**Problem.** A positive resist film of thickness $d$ is developed for a time $t$ to open a contact hole. The dissolution rate depends only on the distance $\rho$ from the hole axis: $r(\rho)=r_0/\cosh(\rho/L)$. All inputs are assumed and illustrative: $d=100$ nm, $r_0=10$ nm/s, $L=10$ nm, $t=30$ s, developer held at 296 K so that $r$ is constant in time. Depth $z$ runs downward from the original top surface. The sidewall angle $\theta$ lies between wall and substrate inside the resist, with $90^\circ$ vertical. Find the bottom diameter and $\theta$ there, and compare with the vertical-then-lateral approximation.

**Student:** The axis clears first, then the hole widens sideways. Why do I need more?

**Lecturer:** Let $T(\rho,z)$ be the time at which developer arrives. The front is the surface $T=t$. It advances along its normal by $r\,dt$, and over that step $T$ grows by $|\nabla T|\,r\,dt=dt$. Hence $|\nabla T|=1/r$, the eikonal equation, with $T=0$ at $z=0$. Its characteristics are paths of least $\int ds/r$. Your path with a corner is allowed, but it is not the fastest.

**Student:** A hole is round. The circumference grows, so curvature must enter.

**Lecturer:** Only if the speed depended on curvature or on developer supply, which the model excludes. Symmetry gives $\partial T/\partial\phi=0$, rays stay in planes through the axis, and
$$T_\rho^2+T_z^2=\frac{1}{r(\rho)^2},$$
as for a trench. Since $r$ lacks $z$, the component $T_z$ is constant along a ray. A ray leaves the flat top vertically at some radius $\rho_s$, so $T_z=1/r(\rho_s)$, and it bends outward into slower resist. Rays that reach deep points start close to the axis, where $T_z\to1/r_0$. Then
$$T=\frac{z}{r_0}+\int_0^\rho\sqrt{\frac1{r^2}-\frac1{r_0^2}}\;d\rho'.$$
The wall normal is along $\nabla T$ and makes the angle $\theta$ with the $z$ axis, so $\cos\theta=T_z/|\nabla T|=r_e/r_0$, with $r_e$ the rate at the edge.

**Student:** Numbers, then. With $u=\rho/L$ the root is $\sinh u/r_0$, so $T=z/r_0+(L/r_0)(\cosh u-1)$, with $L/r_0=1$ s.

**Lecturer:** The axis clears at $d/r_0=10$ s, leaving 20 s. At the bottom $\cosh u_e=1+(20\ \text{s})/(1\ \text{s})=21$ and $u_e=3.7371$. The radius is 37.37 nm and the diameter 74.74 nm. The edge rate is $r_e=(10\ \text{nm/s})/21=0.476$ nm/s, and $\theta=\arccos(1/21)=87.27^\circ$. At $z=50$ nm the same formula gives $\cosh u=26$, radius 39.51 nm and $87.80^\circ$, so the wall is slightly curved.

**Student:** Your $T$ is not zero at $z=0$. It breaks the boundary condition.

**Lecturer:** It does, so it holds only at depth. Keep the starting radius $a=\rho_s/L$. Along a ray $dz/d\rho=T_z/T_\rho$, so the depth $Z$ reached at radius $u$ obeys
$$\frac{Z}{L}=\cosh a\int_a^u\frac{du'}{\sqrt{\sinh^2u'-\sinh^2a}}\approx\ln\frac{4\tanh(u/2)}{a}\qquad(a\ll1).$$
The logarithm comes from joining $\operatorname{arcosh}(u'/a)$, valid near the axis, to $\ln\tanh(u'/2)$, the integral of $1/\sinh u'$. Setting $Z=z$ gives $a_*=4\tanh(u/2)\,e^{-z/L}$. At our edge $a_*=1.73\times10^{-4}$, so the ray starts $1.7\times10^{-3}$ nm off axis.

**Student:** That locates the ray. What does it do to the time?

**Lecturer:** Define
$$\tau(a)=\frac{z\cosh a}{r_0}+\frac{L}{r_0}\int_a^u\sqrt{\sinh^2u'-\sinh^2a}\;du'.$$
It equals the deep solution at $a=0$ and the true $T$ at $a_*$, and $d\tau/da=\sinh a\,(z-Z)/r_0$. With $Z-z=L\ln(a_*/a)$, the deep solution is late by $(L/r_0)\int_0^{a_*}a\ln(a_*/a)\,da=(L/r_0)\,a_*^2/4=7.5\times10^{-9}$ s. The lag decays as $e^{-2z/L}$. It matters only within a few $L$ of the top, where the rim is rounded.

**Student:** Now my path. Straight down, then straight out:
$$T_s=\frac{z}{r_0}+\int_0^\rho\frac{d\rho'}{r}=\frac{z}{r_0}+\frac{L}{r_0}\sinh u .$$
The slope of $T_s=t$ gives $\tan\theta=r_0/r_e$. At your edge that is $\arctan 21$, only $0.003^\circ$ above yours. So I was right.

**Lecturer:** At a given edge, nearly. With $\epsilon=r_e/r_0$, the tilt from vertical is $\arcsin\epsilon$ against your $\arctan\epsilon$, and these differ by $\epsilon^3/2$ at leading order. But you borrowed my edge. Your time exceeds mine by $(L/r_0)(1-e^{-u})$, which is 0.976 s there. Solve for your own.

**Student:** $\sinh u=20$, so $u=3.6895$ and the diameter is 73.79 nm. The edge rate is 0.499 nm/s and $\theta=87.14^\circ$. I lose 0.95 nm and $0.13^\circ$.

**Lecturer:** The loss arises near the axis, where $r\approx r_0$ and a slanted path gains radius almost free. Notice too that $|\nabla T_s|^2=1/r^2+1/r_0^2$, so your front moves slower than the resist dissolves.

**Student:** Does $0.13^\circ$ survive what the model drops?

**Lecturer:** Two omissions rival or exceed it. Add an assumed floor of 0.02 nm/s to the rate everywhere: at fixed edge $\cos\theta=(r_e+0.02)/(r_0+0.02)$ in nm/s, which lowers $\theta$ by $0.11^\circ$. Next let absorption make the rate fall with depth at an assumed relative gradient $\kappa=0.001$ nm$^{-1}$. The rate is then $r(\rho)\,e^{-\kappa z}$, and along a ray $dT_z/ds=\partial_z(1/r)=\kappa/r$. Because $ds/r=dT$, $T_z$ gains $\kappa t=\kappa\times30\ \text{s}=0.03$ s/nm and reaches 0.13 s/nm at the front. Since $\cot\theta=T_z/T_\rho$ and $T_\rho$ stays near $\sinh u_e/r_0=2.10$ s/nm, $\theta$ falls by about $0.8^\circ$, and slightly more once the edge is allowed to move inward. The second decimals serve only to compare the two path rules. The model's answer, which belongs to no particular resist, is a bottom diameter of 74.7 nm and a wall at $87.3^\circ$.